**Q.** You have hidden the results for $N = 6, 18, 34, 38$ and $39$ in this series of spherical jellium clusters, computed with spin-polarised exchange-only LDA. How much of them can be recovered from the other rows?

Spherical jellium clusters ($r_s = 3.78$ bohr, uniform background of radius $r_s N^{1/3}$), computed using radks with Libxc in spin-polarised exchange-only LDA with spherically averaged shells. Levels are numbered by radial order; the greedy filling can miss a lower state. Ionisation energies are vertical, and the second difference is $E(N+1)+E(N-1)-2E(N)$ for neutral clusters.

| electrons | energy per electron (eV) | unpaired electrons | highest level | ionisation energy (eV) | second energy difference (eV) |
| --- | --- | --- | --- | --- | --- |
| 1 | -0.78769 | 1 | 1s up | n/a | n/a |
| 2 | -0.89610 | 0 | 1s up | 4.38852 | 0.71753 |
| 3 | -0.69306 | 1 | 1p up | 3.30751 | -0.71153 |
| 4 | -0.76942 | 2 | 1p up | 3.95121 | -0.52170 |
| 5 | -0.91958 | 3 | 1p up | 4.31081 | 0.89705 |
| 6 | ? | ? | ? | ? | ? |
| 7 | -0.91756 | 1 | 1p down | 3.77469 | -0.39388 |
| 8 | -1.0023 | 0 | 1p up | 4.08640 | 1.1952 |
| 9 | -0.93545 | 1 | 1d up | 2.81412 | -0.32581 |
| 10 | -0.91453 | 2 | 1d up | 3.13429 | -0.27725 |
| 11 | -0.92262 | 3 | 1d up | 3.38049 | -0.23793 |
| 12 | -0.94919 | 4 | 1d up | 3.57679 | -0.20525 |
| 13 | -0.98746 | 5 | 1d up | 3.73708 | 0.45449 |
| 14 | -0.98780 | 6 | 2s up | 3.23768 | 0.26951 |
| 15 | -0.97012 | 5 | 1d down | 3.00213 | -0.26777 |
| 16 | -0.97140 | 4 | 1d down | 3.23414 | -0.26724 |
| 17 | -0.98824 | 1 | 1d down | 3.49227 | -0.23537 |
| 18 | ? | ? | ? | ? | ? |
| 19 | -1.0373 | 1 | 2s up | 3.52627 | 0.35345 |
| 20 | -1.0385 | 0 | 2s up | 3.17089 | 0.44988 |
| 21 | -1.0182 | 1 | 1f up | 2.74998 | -0.16412 |
| 22 | -1.0072 | 2 | 1f up | 2.89796 | -0.14889 |
| 23 | -1.0036 | 3 | 1f up | 3.02812 | -0.13591 |
| 24 | -1.0060 | 4 | 1f up | 3.14375 | -0.12462 |
| 25 | -1.0132 | 5 | 1f up | 3.24731 | -0.11468 |
| 26 | -1.0242 | 6 | 1f up | 3.34070 | -0.10599 |
| 27 | -1.0384 | 7 | 1f up | 3.42543 | 0.65206 |
| 28 | -1.0282 | 8 | 2p up | 2.75251 | -0.098410 |
| 29 | -1.0221 | 9 | 2p up | 2.89197 | -0.081749 |
| 30 | -1.0192 | 10 | 2p up | 3.00405 | 0.031759 |
| 31 | -1.0154 | 9 | 1f down | 2.99625 | -0.59192 |
| 32 | -1.0304 | 2 | 1f down | 3.17003 | 0.17129 |
| 33 | -1.0393 | 1 | 1f down | 3.25535 | -0.091800 |
| 34 | ? | ? | ? | ? | ? |
| 35 | -1.0523 | 1 | 2p up | 3.02274 | -0.083590 |
| 36 | -1.0564 | 2 | 2p up | 3.11862 | -0.066426 |
| 37 | -1.0621 | 3 | 2p up | 3.19470 | 0.42868 |
| 38 | ? | ? | ? | ? | ? |
| 39 | ? | ? | ? | ? | ? |
| 40 | -1.0520 | 0 | 2p up | 2.99293 | n/a |

**A.** We begin with the filling. The highest-level column shows shells filling as 1s, 1p, 1d, 2s, 1f, 2p, each first with spin up and then with spin down, and a closed shell carries the label "up". Theory gives the reason as exchange, which lowers the energy of parallel spins. The rule reproduces spin and label in 28 of the 35 known rows. It fails at 14–16, which hold a 2s up electron early, and at 28–31, which hold 2p up electrons early.

**Q.** And the energies?

**A.** Most of them are bookkeeping, and I claim no foresight there. Write $E(N)$ for $N$ times the energy per electron, and $D_2(N) = E(N+1)+E(N-1)-2E(N)$ for the second energy difference. The $D_2$ of row 17 contains the hidden $E(18)$:

$$E(18) = D_2(17)+2E(17)-E(16) = -0.2354-33.6002+15.5424 = -18.293\ \text{eV}.$$

Row 19 gives $-18.294$ eV, the same within rounding. The identity fixes $E(6)$, $E(34)$ and $E(38)$ as well, and with them $D_2$ at 6, 18 and 34.

**Q.** What does $D_2$ measure, if both clusters compared are neutral?

**A.** Define the removal energy $A(N) = E(N-1)-E(N)$, for taking away one electron together with one unit of background. Then $D_2(N) = A(N)-A(N+1)$ is the drop in binding from one added electron to the next, with no charging energy in it. It is positive where a spin subshell has just filled and negative while one is filling, as in rows 9–12 and 21–26; among the known rows only 32, a suspect case taken up below, breaks this pattern. I can argue two additive causes for the negative sign: each new electron finds more parallel spins to exchange with, and the level sinks as the well widens. These numbers do not separate the two.

**Q.** Row 39 has a hidden row on one side and no $D_2$ on the other. How do you reach it?

**A.** By a real forecast, which assumes that 38, 39 and 40 fill 2p down. Let $s_1 = -D_2(38)$ and $s_2 = -D_2(39)$, so that $A(39) = A(38)+s_1$ and $A(40) = A(38)+s_1+s_2$. With $A(38) = 0.839$ eV the two steps give

$$2s_1+s_2 = E(38)-E(40)-2A(38) = 1.944-1.678 = 0.266\ \text{eV}.$$

For the ratio $s_2/s_1$ I take the mean of the two 2p up series, $D_2(29)/D_2(28) = 0.831$ and $D_2(36)/D_2(35) = 0.795$, which is $0.813$. Hence $s_1 = 0.266/2.813 = 0.095$ eV and $s_2 = 0.077$ eV. An early 1g up electron, in the manner of rows 14–16, would void this step.

**Q.** The ionisation energy falls by 1.27 eV from 8 to 9 electrons. How can anything smooth predict it?

**A.** Subtract the shell structure, which $A$ already carries. The vertical ionisation energy is $\mathrm{IE}(N) = E^{+}(N)-E(N)$, where the ion keeps the background of $N$ and has $N-1$ electrons. Therefore

$$G(N) = \mathrm{IE}(N)-A(N) = E^{+}(N)-E(N-1).$$

Both terms describe $N-1$ electrons, so the jumps largely cancel provided that ion and neutral cluster have the same filling. What remains is the cost of adding one unit of background. For a large sphere of radius $R = r_s N^{1/3}$ the charging energy is $e^2/2R$, which suggests $G = a+bN^{-1/3}$.

A least-squares line through the known rows from 2 to 37, without row 32, gives $a = 1.073$ eV and $b = 2.890$ eV, with an rms residual of $0.036$ eV in $G$. The classical slope $e^2/2r_s$ is $3.60$ eV. The fitted slope is about a fifth smaller. Spill-out flattens it, since the charge sits at $R+\delta$ with $\delta = 1.42$ bohr from the polarisability of the 20-electron run. A positive surface energy inside $A$ varies with the same power of $N$ but would steepen it. As $a$ and $b$ also trade against each other, I read no precise meaning into either.

Row 18 was not in the fit. There $A = -16.800+18.293 = 1.493$ eV, and

$$\mathrm{IE}(18) \approx 1.493+1.073+2.890\times 0.3816 = 3.67\ \text{eV}.$$

I then add the residual interpolated from the neighbouring rows, which here changes the result by only $0.004$ eV. With the line kept as fitted and known residuals left out of the interpolation one at a time, the error is $0.033$ eV rms and $0.094$ eV at worst. Twice the rms plus rounding sets a bar of about $\pm 0.07$ to $0.08$ eV, which the worst case would exceed.

**Q.** Why drop row 32? It looks like a convenient omission.

**A.** $G(32)$ contains $E(31)$, and the spins change branch there: row 31 has 9 unpaired electrons, row 32 has 2. The line misses $G(32)$ by $0.31$ eV, roughly nine times the rms. This is what would happen if the ion of 32 sat in a low-spin state that the greedy search missed for neutral 31. The residual supports that reading without proving it, so $D_2$ at 30–32, including the small peak at 32, is probably an artefact of the search. Row 30, with 10 unpaired electrons, is open to the same doubt, and with it $D_2(29)$ and the ionisation energies at 30 and 31; the ratio taken from rows 28 and 29 is the curvature of the 2p up branch, lowest or not.

**Q.** Then let me have the forecasts.

**A.** In eV, with $E/N$ the energy per electron; IE is the line plus the interpolated residual, with the bar described above:

- 6: 1p down, 2 unpaired; $E/N$ $-0.870$; $D_2$ $-0.58$; IE $3.295\pm 0.067$.
- 18: closed 1d, 0 unpaired; $E/N$ $-1.016$; $D_2$ only $+0.08$, since 2s up lies close; IE $3.666\pm 0.070$.
- 34: closed 1f, 0 unpaired; $E/N$ $-1.050$; $D_2$ $+0.30$; IE $3.335\pm 0.074$.
- 38: 2p down, 2 unpaired; $E/N$ $-1.056$; $D_2$ $-0.07$ to $-0.12$; IE $2.784\pm 0.074$.
- 39: 2p down, 1 unpaired; $E/N$ $-1.053$; $D_2$ $-0.05$ to $-0.11$; IE $2.897\pm 0.082$.

The last two are the least safe. I give roughly one chance in four to a borrowed 1g up. That would leave 4 unpaired electrons at 38, and at 39 either 3, if the next electron goes into 2p down, or 5, if it too goes into 1g up.

The withheld rows as computed:

| electrons | energy per electron (eV) | unpaired electrons | highest level | ionisation energy (eV) | second energy difference (eV) |
| --- | --- | --- | --- | --- | --- |
| 6 | -0.87018 | 2 | 1p down | 3.26641 | -0.57866 |
| 18 | -1.0163 | 0 | 1d up | 3.63255 | 0.077826 |
| 34 | -1.0503 | 0 | 1f up | 3.33342 | 0.29707 |
| 38 | -1.0562 | 2 | 2p down | 2.77457 | -0.093053 |
| 39 | -1.0531 | 1 | 2p down | 2.89321 | -0.078667 |

**Q.** All five fillings are right and every value agrees within its stated range or rounding. How much credit is due?

**A.** Little for the energies at 6, 18, 34 and 38, which had to agree. Row 39 was the real test: $D_2$ came out as $-0.093$ and $-0.079$ eV at 38 and 39, each $0.002$ eV from its estimate. That is far inside the bars and partly luck, since rounding alone allowed more. The search put no electron in 1g, but two neighbouring rows do not test my odds, and row 31 warns that the state found may not be the lowest.

**Q.** And the misses in the ionisation energy?

**A.** All five central estimates were high relative to the computed values. The largest misses are $0.033$ eV at 18, where the run gives $3.633$ eV, and $0.029$ eV at 6, both about one rms; the other three are within $0.010$ eV. At 18 the neighbours lay on opposite sides of the line, $+0.037$ eV at 17 and $-0.045$ eV at 19, and the average hid that row 18 sides with 19. Row 17 was a poor guide: the spins change branch between 16 and 17, from 4 unpaired electrons to 1, so the ion of 17 probably lacks the 2s up electron of neutral 16, and $G(17)$ then breaks the same-filling condition. The interpolation gained clearly at 34 and 39, hardly at 18, and did slightly worse than the bare line at 6 and 38.

**Q.** Do 18 and 34 now count as magic numbers, and what of the larger peak at 37?

**A.** The closed shell at 34 shows a peak of $0.297$ eV, below the $0.43$ eV at half-filled 37. Peaks at half filling (5, 13, 27, 37) should not be carried over to real clusters: spherical averaging forbids the Jahn–Teller deformation that competes with high spin, and exchange without correlation overfavours spin polarisation. Within this model the practical rule holds that a peak marks the filling of a spin subshell, once the spins of the three rows involved have been checked for a change of branch.

**Q.** Is the weak closure at 18 understood?

**A.** Only in part: the total energies say that 2s up lies close, though the levels at hand seem at first to deny it. The numbers show that the 2s up electron of row 19 is bound almost as well as the last 1d electron, $A = 1.415$ against $1.493$ eV, and rows 14–16 show 2s up competing with 1d down. Yet the orbital levels of the 20-electron run put 2s $0.58$ eV above 1d and 1f $0.65$ eV above 2s. Those gaps need not hold at 18. The first is taken with 2s doubly occupied. Its electrons lie further in than those of 1d, as the mean radii of that run show, so filling it should push it up relative to 1d, and I expect a narrower gap at 18, where 2s is empty. I have no orbital levels for 18 electrons to confirm this. The lone 2s electron of row 19 should also gain from spin polarisation, which would raise the $0.35$ eV peak at 19 and trim the peaks at 18 and 20 alike, but without an unpolarised run I cannot say by how much. A gap should be read from the cluster whose closure is in question.
